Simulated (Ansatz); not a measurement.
## 4 guesses for Al4Cu and where they end

The calculation used Ansatz 0.2.0, DFT PBE, scalar-relativistic, plane waves, PAW. All cells share a 420 eV cutoff and Γ-centred k meshes spaced at most about 0.3 Å⁻¹ (about 0.25 or finer for metals, 2π included). No spin polarisation in the final relaxations.

Each guess was relaxed in cell and atoms at zero pressure, within the symmetry of its start. All energies are static (0 K, no zero-point motion). Coordination counts all near atoms (those within 1.25 times the shortest distance at each site). For orderings, «n of Z unlike» gives the unlike atoms among the Z nearest shared sites at the start, averaged over those sites.

```tsv
guess	made from	start group	V start (Å³/atom)	end group	V end (Å³/atom)	coordination at the end	gap on mesh (eV)	E over the lowest end (meV/atom)
1	Al/Cu on hcp sites, 2.4 of 12 unlike	P6_3/mmc	15.1	P6_3/mmc	15.5	Al 12, Cu 12	0	60
2	Al/Cu on fcc sites, 4.8 of 12 unlike	I4/m	15.1	?	?	?	?	?
3	Al/Cu on hcp sites, 2.4 of 12 unlike	P-6m2	15.1	P-6m2	15.5	Al 12, Cu 12	0	52
4	Al/Cu on bcc sites, 3.2 of 8 unlike	I4/mmm	15.1	I4/mmm	15.3	Al 12, Cu 12	0	0
```

Guess 2 as it starts:

```
Al Cu
1.0
    -3.09851    3.09851    1.95967
     3.09851   -3.09851    1.95967
     3.09851    3.09851   -1.95967
Al Cu
4 1
Cartesian
  1.8591 0.6197 1.9597
  3.7182 1.2394 0.0000
  -0.6197 1.8591 1.9597
  1.2394 2.4788 0.0000
  0.0000 0.0000 0.0000
```

**Question.** Predict the end of this guess and its energy over the lowest end.

**Answer.** It ends in Al and Cu ordered on fcc sites, space group I4/m (No. 87), with a = 6.222 Å, c = 3.988 Å, 15.4 Å³/atom and no gap; its coordination is Al 12, Cu 12. It lies 36 meV/atom over the lowest end, above guess 4 and below guess 3. Counting all near atoms, this end and the lowest (guess 4) both have Al 12, Cu 12.

```cif
data_structure
_symmetry_space_group_name_H-M 'P 1'
_symmetry_Int_Tables_number 1
_cell_length_a 4.8303
_cell_length_b 4.8303
_cell_length_c 4.8303
_cell_angle_alpha 99.813
_cell_angle_beta 99.813
_cell_angle_gamma 131.233
_cell_volume 77.19
loop_
_atom_site_label
_atom_site_type_symbol
_atom_site_fract_x
_atom_site_fract_y
_atom_site_fract_z
_atom_site_occupancy
Al1 Al 0.39409 0.79832 0.19241 1
Al2 Al 0.79832 0.60591 0.40423 1
Al3 Al 0.20168 0.39409 0.59577 1
Al4 Al 0.60591 0.20168 0.80759 1
Cu1 Cu 0.00000 0.00000 0.00000 1
```

Energies over the elements count from the elements' standard structures at the same level, with no fitted energy shifts.

**Question.** Is the lowest end bound against the elements?

**Answer.** Yes: its formation energy is −0.07 eV/atom. A negative formation energy is needed for stability but isn't enough: competing phases decide.

For metals, differences of a few meV/atom aren't resolved. Cells relaxed within their symmetry can be saddle points. A lower structure may well exist outside this small set. Some structure types and database cells were kept out of the candidates from the start, so a known form may be missing.

All four ends are metallic and twelve-coordinated, so coordination number alone doesn't explain the energy order; both the stacking and the arrangement of Cu may contribute. The hcp orderings, which start with the fewest unlike neighbours, lie highest, in keeping with the Al–Cu attraction that the negative formation energy also implies. Unlike contacts alone probably don't decide the minimum, however. The symmetry and final coordination of guess 4 suggest that its bcc start has sheared towards an fcc-like stack with Cu gathered in (001) layers. That would leave some Cu–Cu contacts, which the I4/m ordering avoids, yet the latter lies 36 meV/atom higher.

A likely reason is size mismatch: Al planes can relax towards a sheet of smaller Cu atoms along the elastically soft ⟨001⟩ direction. The same preference underlies the Cu-rich Guinier–Preston zones of age-hardened Al–Cu alloys. Binding against the elements doesn't make Al4Cu an equilibrium compound, since the known competitor is a mixture of fcc Al and Al2Cu, whose energy isn't compared here.
